Density-matrix form of the fixed-amplitude F12 functional for a multideterminant reference

An F12 correction on top of an open-shell or multiconfigurational reference should be computable from integrals and reduced density matrices alone. This guide derives that form, which underlies [2]R12 (Torheyden and Valeev, 2009) and CASPT2-F12 (Shiozaki and Werner, 2010). At each "Predict", write down your answer before reading on. Atomic units are used, energies are in Eh, and all quantities are real.

1. Premises and conventions

(a) Spin orbitals p, q, r, s, t, u are internal: occupied in at least one determinant of the normalised N-electron reference |0⟩. Spin orbitals α, β span the whole complement of the internal space in a complete basis and are called external, so α|0⟩ = 0. A letter stands for the annihilator and a dagger marks the creator. O projects on internal orbitals, V on the external orbitals that lie inside the finite orbital basis.

(b) Density matrices:
γ(r,p) = ⟨r† p⟩, Γ2(rs,pq) = ⟨r† s† q p⟩, Γ3(rst,pqu) = ⟨r† s† t† u q p⟩.
Pair normalisation means that a pair index runs over p < q only, that |pq⟩ is a normalised antisymmetric pair function, and hence tr Γ2 = N(N−1)/2. Unrestricted sums would need a factor 1/2 for each pair index.

(c) F = Σ f(κ,λ) κ† λ, summed over all orbitals, is a symmetric spin-free one-electron operator, normally the spin-averaged Fock operator. With P = |0⟩⟨0|, H0 = PFP + (1−P)F(1−P), so H0|0⟩ = E0|0⟩ with E0 = ⟨0|F|0⟩ = tr(fγ).

(d) The geminal function is internally contracted, with both electrons put into external orbitals:
|1⟩ = Σ(p<q) Σ(α<β) R(αβ,pq) α† β† q p |0⟩, R(αβ,pq) = ⟨αβ| Q12 f12 S |pq⟩. (1)
Q12 = (1−O1)(1−O2) − V1V2 keeps |1⟩ orthogonal to everything the orbital basis describes. The factor f12 has unit slope at r12 = 0, for example −exp(−μ r12)/μ. S = 3/8 + P12/8, where P12 exchanges the spatial coordinates, equals 1/2 on singlet and 1/4 on triplet pairs. These are the first-order cusp values (the fixed amplitudes of Ten-no, 2004), and nothing is optimised.

(e) For ψ orthogonal to |0⟩ the Hylleraas functional is J[ψ] = 2⟨ψ|H|0⟩ + ⟨ψ|F − E0|ψ⟩. With ψ = ψc + |1⟩, ψc being the conventional first-order function, J = J[ψc] + 2⟨ψc|F|1⟩ + E, where ⟨ψc|1⟩ = 0 has been used and
E = 2⟨0|H|1⟩ + ⟨1|F − E0|1⟩. (2)
The cross term needs elements of f between the orbital basis and its complement, or between internal and external orbitals. It is not part of E and must be dropped or added separately.

2. One lemma

Let |χ⟩ contain no external electron. For α < β and α′ < β′, anticommuting the annihilators to the right, where they destroy |χ⟩, gives β′ α′ α† β†|χ⟩ = δ(α,α′) δ(β,β′)|χ⟩. A product of two external operators also commutes with every internal operator. External pairs therefore contract among themselves without a sign and leave an expectation value of internal operators in |0⟩.

3. The coupling term

Predict: which parts of H survive in ⟨0|H|1⟩, and what rank of density matrix remains?

The ket holds two external electrons and the bra none. H must annihilate both and create two internal electrons, which only the term Σ(r<s) Σ(α<β) ⟨rs|1/r12|αβ⟩ r† s† β α can do. The lemma leaves ⟨r† s† q p⟩. On antisymmetric functions Σ(α<β)|αβ⟩⟨αβ| = (1−O1)(1−O2), which Q12 absorbs, so
⟨0|H|1⟩ = Σ V(rs,pq) Γ2(rs,pq) = tr(V Γ2), V(rs,pq) = ⟨rs| (1/r12) Q12 f12 S |pq⟩.
The trace form holds because Γ2 is symmetric, and only the symmetric part of V contributes.

4. The quadratic term

The overlap follows at once from the lemma:
⟨1|1⟩ = tr(X Γ2), X(rs,pq) = ⟨rs| S f12 Q12 f12 S |pq⟩.

Split F into external–external, internal–internal and mixed blocks.

Predict: must the mixed block f(α,p) be assumed zero to remove it from ⟨1|F|1⟩?

No. It changes the number of external electrons by one, while bra and ket both hold exactly two, so it vanishes by counting. A Brillouin-type condition is needed only for the cross term in (e).

The external block gives zero on q p|0⟩ and acts on α†β† as f1 + f2 acts on a pair function. Its contribution is tr(B Γ2) with
B(rs,pq) = ⟨rs| S f12 Q12 (f1 + f2) Q12 f12 S |pq⟩.

Predict: the internal block commutes with α†β†. What is left between the internal operators?

The external pair contracts to X, and the remainder is
Σ(t,u) f(t,u) ⟨r† s† t† u q p⟩ = Σ(t,u) f(t,u) Γ3(rst,pqu) ≡ (f·Γ3)(rs,pq),
with t and u unrestricted. The string is already in the order of (b), so no sign and no lower-rank term arises. It is the Fock energy of the N−2 spectators left after the pair has been removed. Collecting terms,

E = 2 tr(V Γ2) + tr(B Γ2) + tr(X Φ), Φ = f·Γ3 − E0 Γ2. (3)

5. Two tests

One determinant, canonical orbitals. Γ2 is the unit matrix on occupied pairs and E0 = Σ ε(k). The state j i|0⟩ is an eigenstate of the internal block with eigenvalue E0 − ε(i) − ε(j). Hence Φ is diagonal with elements −(ε(i) + ε(j)), and E = Σ(i<j) [2V + B − (ε(i) + ε(j))X](ij,ij), the fixed-amplitude MP2-F12 functional.

Predict: what happens to E under f → f + σ, a shift of the energy zero?

B gains 2σX. Since Σ(t) Γ3(rst,pqt) = (N−2)Γ2(rs,pq) and tr γ = N, Φ gains σ(N−2−N)Γ2 = −2σΓ2. The changes cancel, but only because Γ3 has the right partial trace.

6. Semi-internal geminals and cumulants

A geminal can also put one electron into a partly filled internal orbital x, through α† x† q p, with α outside the orbital basis.

Predict the ranks before counting.

Only α contracts freely. In the coupling, the term r† s† t α of H leaves ⟨r† s† t x† q p⟩ = δ(t,x) Γ2(rs,pq) − Γ3(rsx,pqt), because t x† = δ(t,x) − x† t. The one-electron term r† α leaves Γ2(rx,pq). The overlap and the external Fock term contain ⟨r† s† y x† q p⟩ (y internal), again rank 3. The internal Fock term contains ⟨r† s† y t† u x† q p⟩, rank 4. The mixed block of f now links semi-internal and doubly external geminals, at rank 3.

Cumulants are defined by
Γ2 = γγ − γγ(exchanged) + λ2,
Γ3 = det(γ) + Σ(9 signed terms) γ λ2 + λ3,
where det(γ) is the 3×3 determinant of γ(row ∈ rst, column ∈ pqu), and the nine terms pick one creator and one annihilator for γ with the sign of the cofactor. The nine cofactor products of the uncorrelated part add up to 3 det(γ), so setting λ3 = 0 gives
Γ3 ≈ Σ(9) γ Γ2 − 2 det(γ). (4)
In the same way Γ4 = γγγγ + γγλ2 + λ2λ2 + γλ3 + λ4 (antisymmetrised), and λ3 = λ4 = 0 leaves only γ and Γ2. In (3) the V and B terms are untouched, and the truncation changes E by
ΔE = −tr(X f·λ3). (5)

7. A three-electron reference with exact Γ3

For N = 3, Γ3 is a product of two CI coefficients and Γ4 = 0. Take the Li 2S state with one correlating core configuration,
|0⟩ = (c1 a† ā† + c2 b† b̄†) v† |vac⟩, na = c1², nb = c2², na + nb = 1,
with orthonormal s orbitals a, b, v, a bar for β spin, and f(a,b) = 0. Geminals are generated from core pairs only. Then E0 = 2ε̄ + εv with ε̄ = na εa + nb εb.

Predict Φ on the pairs aā and bb̄.

Removing aā leaves c1 v†|vac⟩ and removing bb̄ leaves c2 v†|vac⟩. With c = (c1, c2), Γ2 = c cᵀ and f·Γ3 = εv c cᵀ, so
Φ = −2ε̄ c cᵀ. (6)
The valence energy cancels. The pairs ab, āb̄, ab̄ and bā annihilate |0⟩ and have Γ2 = Φ = 0.

Now λ3. The state is a product of the core pair and the filled orbital v, so any cumulant carrying the index v vanishes. With γ diagonal and three distinct indices, a diagonal element of λ3 is the joint cumulant of three occupation numbers. Here n(a) = n(ā) = n and n(b) = n(b̄) = 1 − n, where n is 1 with probability na and has third cumulant na nb(1 − 2na) = −Λ, with Λ = na nb (na − nb). Each index of type b flips the sign: λ3 = +Λ for (a, ā, b) and (a, ā, b̄), and −Λ for (b, b̄, a) and (b, b̄, ā). Summing −ε(t) λ3 over the spectator t gives the change of Φ:
aā: −2Λ εb; bb̄: +2Λ εa; each of ab, āb̄, ab̄, bā: Λ(εb − εa).
Off-diagonal elements vanish. The conserved differences n(a) − n(ā) and n(b) − n(b̄) allow only aā with bb̄, and there every core spectator t repeats an index. Therefore
ΔE = 2Λ [ −εb X(aā) + εa X(bb̄) + (εb − εa)(X(ab̄) + X(ab)) ], (7)
where X(pq) is the diagonal element.

Predict: is (7) invariant under the shift σ?

It is not: dΔE/dσ = 2Λ [X(bb̄) − X(aā)], because (4) violates the partial trace. The truncated Γ3(aāb,aāb) equals −Λ, a negative probability, and the truncated Γ4 element with v added is also −Λ, in a system that has no four electrons.

8. Model integrals

Four choices make every integral elementary.

(i) With x = ζr, the radial functions are a = 2exp(−x) and b = u a, u = (3 − 2x)/√3, normalised with weight x². ζ = Z − 5/16 = 2.6875 for Z = 3 is the variational exponent of the 1s² core.

(ii) f = −∇²/2 − ζ/r + σ. Then a is an eigenfunction, f(a,b) = 0, and (f − εa) b = ζ² d(x) a with d = (2/√3)(1/x − 1), so εb − εa = 2ζ²/3 = 4.815 Eh. The shift is fixed by εa = −2.48 Eh, a typical Hartree–Fock 1s orbital energy of Li, which gives σ = εa + ζ²/2 = 1.131 Eh and εb = 2.335 Eh.

(iii) The orbital basis is complete in s and p functions and has nothing else. For a pair of s orbitals, f12|pq⟩ = Σ(l) g_l P_l(cos θ12)|pq⟩ gives both electrons the same l, so Q12 keeps l ≥ 2. The cross term of (e) is then zero, since f conserves l. Semi-internal geminals are zero too, since an electron in an s orbital forces l = 0 on its partner.

(iv) f12 = r12, the μ → 0 limit of the Slater form, whose constant part Q12 removes.

With x< and x> the smaller and larger radius and y = x</x>, x12 has g_l = x> y^l [y²/(2l+3) − 1/(2l−1)], and 1/x12 has y^l/x>. The angular average of a product is Σ(l) (product of coefficients)/(2l+1). Subtracting l = 0 and 1 from the averages 1 of (1/x12)x12, x1² + x2² of x12², and 2 of |∇1 x12|² + |∇2 x12|² leaves the kernels
−y⁴/15, w = x<² (y²/45 − y⁴/75), κ = 2y²/9 + 2y⁴/225 − 2y⁶/25.
For κ, wave l contributes [(∂1 g_l)² + (∂2 g_l)² + l(l+1) g_l² (1/x1² + 1/x2²)]/(2l+1).

Write a singlet pair as U a(1)a(2), with U = 1 for aā and U = u1u2 for bb̄, and let ⟨·⟩ average over a²(x1) x1² a²(x2) x2². With amplitude 1/2,
V = −⟨U U′ y⁴⟩/30, ζ²X = ⟨U U′ w⟩/4.
For B′ = B − 2εa X, integration by parts gives, for real G, Ψ, Ψ′ and h = f1 + f2 − 2εa, ⟨GΨ|h|GΨ′⟩ = ½∫[G²(Ψ hΨ′ + Ψ′ hΨ) + ΨΨ′(|∇1 G|² + |∇2 G|²)]. Applied wave by wave,
B′ = ⟨U U′ κ + w (U D′ + U′ D)⟩/8,
with D = 0 for aā and D = d1u2 + u1d2 for bb̄.

Predict how V and B′ depend on ζ.

They do not: r12 scales as 1/ζ against ζ for 1/r12, and r12² as 1/ζ² against ζ² for f − εa. The variables x1 + x2 and x</(x1 + x2) separate every integral; for example ⟨y⁴⟩ = 999/4 − 360 ln 2 = 0.2170.

element | V (mEh) | B′ (mEh) | 10³ ζ²X
aā,aā | −7.234 | 9.153 | 2.373
aā,bb̄ | −3.086 | 3.859 | 1.852
bb̄,bb̄ | −6.464 | 13.249 | 7.809

For the mixed pairs let Wd = ⟨w u2²⟩ and We = ⟨w u1u2⟩. The pair ab̄ has spatial part (3ab + ba)/8, so ζ²X(ab̄) = (10Wd + 6We)/64 = 2.503×10⁻³. The triplet pair ab has ζ²X(ab) = (Wd − We)/16 = 0.260×10⁻³.

The coefficients are defined by the 2×2 CI of the core Hamiltonian. From kinetic energies ζ²/2 and 7ζ²/6, equal ⟨1/r⟩ = ζ, and J(aa) = 5ζ/8, J(bb) = 7ζ/16, K(ab) = ζ/8, the diagonal gap is 4ζ²/3 − 3ζ/16 = 9.1263 Eh and the coupling 0.3359 Eh. The lower root has na = 0.998651, nb = 0.001349, c1c2 = −0.03671, so ε̄ = −2.4735 Eh and Λ = 0.001344. Equation (3) does not require |0⟩ to diagonalise the three-electron H.

9. Numbers

Unrounded values are carried throughout. With tr(X Γ2) = 0.3107×10⁻³ a0², the three terms of (3) with exact Γ3 are
2 tr(V Γ2) = −14.012 mEh,
tr(B Γ2) = cᵀB′c + 2εa tr(X Γ2) = 7.334 mEh,
tr(X Φ) = −2ε̄ tr(X Γ2) = 1.537 mEh,
and E = −5.141 mEh. For c2 = 0 the last term cancels the 2εa X inside B, and E = 2V + B′ = −5.315 mEh.

Predict the order of magnitude of ΔE from Λ, X and the orbital energies.

The three terms of (7) are −2.06, −7.21 and +4.95 μEh, so ΔE = −4.32 μEh. The shift derivative is 2.02 μEh per Eh, and with σ = 0 the truncation would give −6.61 μEh while the exact E stays where it is. The truncation error is thus defined only together with the energy zero of f. It is small because Λ is small, not because (4) is accurate element by element: the exact Φ(bb̄,bb̄) = −2ε̄ nb is 6.68 mEh and the truncation adds −6.67 mEh to it. Core–valence geminals, left out here, would add to E but not to ΔE, since λ3 carries no index v.

The fixed amplitude matters more. Scaling |1⟩ by τ gives E(τ) = −14.012τ + 8.871τ² mEh, with a minimum of −5.53 mEh at τ = 0.79, which lies 0.39 mEh below the fixed-amplitude value. All of these numbers belong to the model. As typical knowledge, the all-order l ≥ 2 correlation energy of the Li core is about −4 mEh, so this second-order model overshoots in magnitude by roughly a quarter to a third.

10. Range of validity

Equation (3) is an exact rewriting of (2) for any normalised reference, any symmetric one-electron f and any fixed R with two external indices. It needs no canonical or natural orbitals and no Brillouin condition. V, B and X are defined in a complete basis, and their evaluation with an auxiliary basis is a separate approximation.

As an energy correction it is second order in H − H0 and additive only if the cross term 2⟨ψc|F|1⟩ is negligible or included. J bounds the second-order energy from above when F − E0 is positive on the complement of |0⟩. That bound holds for any amplitudes, but it is lost once Γ3 is truncated, because the quadratic term is then no longer an expectation value. The cusp amplitudes fix the short-range shape only, so they serve the high partial waves best and presuppose an orbital basis that covers the low ones. The operator S as written assumes common spatial orbitals for both spins; with unrestricted orbitals P12 generates spin-flipped geminals.

Cumulant truncation is exact for one determinant and safe when occupations are close to 0 or 1. In the two-configuration case Λ peaks at 0.0962 for na − nb = 1/√3, 72 times the value of the Li model. Its zero at na = nb is special to this symmetric pair. Where semi-internal geminals contribute, the neglect of λ3 reaches the coupling term as well and λ4 enters, so (5) no longer measures the whole truncation error.